In a metal, the electrons that feel a smeared occupation are those within a few widths of the Fermi level. For the Fermi-Dirac rule the width is a temperature times Boltzmann's constant: 0.02 eV is somewhat below room temperature, 0.5 eV is near 6000 K. The other rules use the width only as a numerical aid, to make sums over a finite k mesh settle.

The table compares such choices for one fixed crystal of Al2Ru, treated with a gradient-corrected density functional. Each value is a difference from the same reference run, which used Gaussian smearing of 0.1 eV. The free energy contains the entropy term of the smeared occupations. The column "energy less reference" holds the energy after a correction that tries to remove the smearing.

Al2Ru (I4/mmm, conventional a = 3.121 Å, c = 8.444 Å, 3 atoms in the primitive cell) at fixed geometry, computed with Ansatz 0.2.0: PBEsol, plane-wave PAW, scalar-relativistic, no spin polarisation, 420 eV cutoff, 18×18×18 k mesh. The reference uses Gaussian smearing of 0.1 eV. Energy is extrapolated to zero smearing; pressure is positive in compression.

```
  occupation rule  occupation width (eV)  energy less reference (meV/atom)  free energy less reference (meV/atom)  pressure less reference (GPa)  largest force change (eV/Å)
      Fermi-Dirac                   0.02                             0.001                                  0.152                         -0.005                      0.00474
      Fermi-Dirac                    0.5                              31.7                                   -121                           2.74                       0.0646
         Gaussian                   0.02                                 0                                  0.200                         -0.007                      0.00816
         Gaussian                   0.05                                 0                                  0.155                         -0.005                      0.00463
Methfessel-Paxton                   0.02                                 0                                  0.208                         -0.008                      0.00945
Methfessel-Paxton                    0.3                             0.328                                   1.26                         -0.037                      0.00486
Methfessel-Paxton                    0.5                              1.58                                   4.07                         -0.077                      0.00783
             cold                   0.01                            -0.001                                  0.207                         -0.007                      0.00927
             cold                   0.02                                 0                                  0.209                         -0.008                      0.00893
             cold                   0.05                             0.001                                  0.199                         -0.007                      0.00594
             cold                    0.5                             -1.62                                   5.14                         -0.189                       0.0743
      tetrahedron                      0                            -0.007                                  0.200                         -0.007                      0.00976
```

(a) In the seven rows with widths from 0.01 to 0.05 eV the corrected energies agree with the reference to 0.001 meV/atom, yet the free energies lie 0.15 to 0.21 meV/atom above it. Where does this offset come from?

Solution. Let w be the width and g the number of states per eV and cell at the Fermi level. Smearing moves about g·w electrons through an energy of about w, so its effect is of the order of g·w². If g is constant across the smeared window, the free energy F lies below the unsmeared energy E₀ by

E₀ − F = m g w².

The factor m is half the mean square spread of the window, in units of w². It is 1/4 for the Gaussian rule and π²/6, about 1.6, for Fermi-Dirac. Equal widths are therefore not equal smearing: a Fermi-Dirac width acts like a Gaussian one 2.6 times as large. The Methfessel-Paxton and cold rules are built so that m is zero.

The entropy term, written TS, gives g. The occupations minimise the free energy or make it stationary, so the slope of F with width is −TS/w. With the law above, this makes TS = 2 m g w². The reference run has an entropy term of 0.00125 eV per cell, from which g is 0.25 states per eV and cell.

The reference free energy thus carries a smearing term of its own:

1/4 × 0.249 × 0.1² = 0.00062 eV per cell, or 0.208 meV/atom.

For Fermi-Dirac at 0.02 eV the same law gives

π²/6 × 0.249 × 0.02² = 0.00016 eV per cell, or 0.055 meV/atom.

The second run should lie above the reference by the difference, 0.153 meV/atom. The table has 0.152.

The offset is therefore mostly a property of the reference, not an error of the narrow rows. For the narrow Methfessel-Paxton and cold rows, finding about 0.208 is little more than book-keeping, because their own term is nearly zero. Only the cold row at 0.05 eV, with 0.199, keeps a visible term of its own: its entropy term is small but positive. The Gaussian row at 0.05 eV tests more, since there the square of the width enters, and the Fermi-Dirac row tests the factor m as well. The law meets both to about 0.001 meV/atom, with g taken from the reference run alone.

The tetrahedron row has no width and interpolates the bands between mesh points instead. Its corrected energy is 0.007 meV/atom below the reference, which also accounts for its slightly smaller free-energy offset. A different error of the k-space integration is the likely reason, but with a single mesh this remains untested.

(b) At 0.5 eV the corrected energies are wrong by +31.7 meV/atom for Fermi-Dirac, +1.58 for Methfessel-Paxton and −1.62 for cold smearing. What sets the sizes and the signs?

Solution. The law of part (a) predicts that Fermi-Dirac smearing of 0.5 eV lowers the free energy by 34 meV/atom relative to the reference. The calculation gives 121. The larger effective width of this rule is already in the prediction, so something else must supply the rest. The entropy term shows what it is: read with the same formula, it corresponds to 1.1 states per eV and cell, more than four times the value near the Fermi level.

The Fermi level thus lies in a valley of the density of states. The band structure fits this picture. The 22 electrons of the cell would just fill 11 bands, and the eleventh and twelfth overlap by only 0.17 eV, so the crystal is a semimetal in this calculation. Functionals of this kind tend to make band gaps too small, so the true overlap may be smaller or absent. A narrow window sees the floor of the valley, whereas the Fermi-Dirac window at 0.5 eV spreads about 0.9 eV to either side and reaches the slopes.

Chemistry offers a reason for such a valley. Ruthenium d states mix with aluminium s and p states into bonding and antibonding bands, with few states in between. This is an argument from chemistry only; no density of states resolved by orbital is at hand to confirm it.

The valley also spoils the correction to zero smearing. Let D be the shift of the free energy from its unsmeared value, and suppose that near the chosen width D grows as the power p of the width. The slope relation of part (a) then gives TS = −pD. A correction designed for growth with the power q adds TS/q to the free energy, and what remains is

error = D (1 − p/q).

If the shift grows as fast as the correction assumes, the error vanishes. Faster growth makes the correction too large and gives the error the opposite sign to D; slower growth leaves part of D behind.

For Fermi-Dirac the correction assumes q = 2, which is right for a flat density of states. Because the window climbs the slopes of the valley as it widens, the actual power at 0.5 eV is 2.5. The correction adds 153 meV/atom to a free energy that is only 121 too low. The surplus is the +31.7 in the table.

In the other two rules the smeared window has a negative part away from the Fermi level: on both sides for Methfessel-Paxton, on one side for cold smearing. With a flat density of states the positive and negative parts cancel in the w² term. In a valley the outer states are more numerous, so the negative part wins and the free energy rises. Theory thus gives the positive sign of D. Its small size, 4 to 5 meV/atom, is not due to the cancellation alone. The window is also much narrower than that of Fermi-Dirac: for a plain Gaussian width of 0.5 eV, the law of part (a) gives a shift of only about 5 meV/atom, to which the valley would add.

The two rules then part ways in the correction. Cold smearing assumes q = 3, the power that a sloping density of states would produce. At 0.5 eV the actual power is 4.0. The curvature of the valley alone would give this value, but at so large a width the match may be partly chance. The correction takes off 6.6 meV/atom where 4.9 was needed, and the result is too low. This power describes the neighbourhood of 0.5 eV only: at 0.05 eV the small shift still has the other sign.

For Methfessel-Paxton the correction takes off 2.3 of 3.9 meV/atom, so the result stays too high. Its usual first-order form expects growth with the fourth power, but between 0.3 and 0.5 eV the shift grows on average with the power 2.5. The window has evidently outgrown the region where the valley can be described by its curvature alone. With q = 4 the error formula gives a power of 2.8 at 0.3 eV and 2.4 at 0.5 eV. These lie on either side of the mean, as they should if the correction does assume the fourth power.

The error formula rearranges energies of the same runs and is not an independent test of the valley. Its use is to show what to look for. In a metal whose density of states is nearly flat over the window, g may be large and the free energy may shift a great deal, yet the correction still works. The dangerous case is a density of states that changes within the window, as it does in this semimetal.

(c) Cold smearing at 0.5 eV has an energy error twenty times smaller than Fermi-Dirac at the same width, yet it shows the largest force change in the table. Can the energy column be used to judge forces and pressures?

Solution. It can't, because forces and pressure are derivatives of the free energy. The correction that repairs the energy is not applied to them. A force error depends on how the smearing term changes when an atom moves, and this can be large even where the term itself is small.

The reference already shows the problem. The atoms are not relaxed, and each aluminium atom feels a force of 0.049 eV/Å along the long axis. With Methfessel-Paxton smearing of 0.02 eV the force is 0.039 eV/Å, and the cold row at 0.01 eV lies close to that value. So does the tetrahedron row, although its run carries a warning that forces and stresses from this rule may miss part of the slope of the energy. The reference force is thus about 24 % too large compared with the narrow limit, although its corrected energy is sound.

This changes how the last column must be read. The force changes near 0.009 eV/Å in the narrowest rows are mainly the error of the reference. The smaller change of Methfessel-Paxton at 0.3 eV, 0.005 eV/Å, means only that this run lies near the reference, not that it is more accurate.

The force error also departs from the simple law. Doubling the Gaussian width from 0.05 to 0.1 eV should multiply it by four, but it only doubles. A plausible reason is that a width of 0.1 eV is no longer small beside the band overlap of 0.17 eV. The number of states in the window can stay nearly constant while its response to a moving atom does not.

At 0.5 eV the aluminium force is about three times the narrow limit, with cold smearing and with Fermi-Dirac alike. Methfessel-Paxton stays within 0.008 eV/Å of the reference. For Fermi-Dirac a large force error is no surprise, because its smearing term is large. For cold smearing the one-sided negative part of the window may be to blame, since it weights the two slopes of the valley differently and a moving atom can upset their balance. The Fermi level does show a lopsided effect: it lies 0.21 eV below the reference in the cold run, but only 0.001 eV below it in the Fermi-Dirac run of the same width. The link to the force remains a guess from a single row.

Pressure follows the same logic. Expanding a crystal usually narrows its bands and packs more states into each eV, which lowers the smeared free energy. Hot electrons therefore push outwards, and Fermi-Dirac smearing of 0.5 eV adds 2.74 GPa. Where smearing raises the free energy instead, as with the Methfessel-Paxton and cold rules at 0.5 eV, a pull inwards is expected, and both pressure changes are indeed negative.

A small pressure change can still hide a distorted stress. For cold smearing at 0.5 eV the mean change is −0.19 GPa, but it comes almost entirely from −0.55 GPa along the long axis. A relaxation with this setting would alter the shape of the cell more than the pressure suggests.

For this crystal and k mesh, every row of the table with a width up to 0.05 eV gives a sound corrected energy. Forces and stresses need their own comparison between two widths. Whether the narrowest widths would also be safe on a coarser mesh is not tested here, since all rows share one mesh.
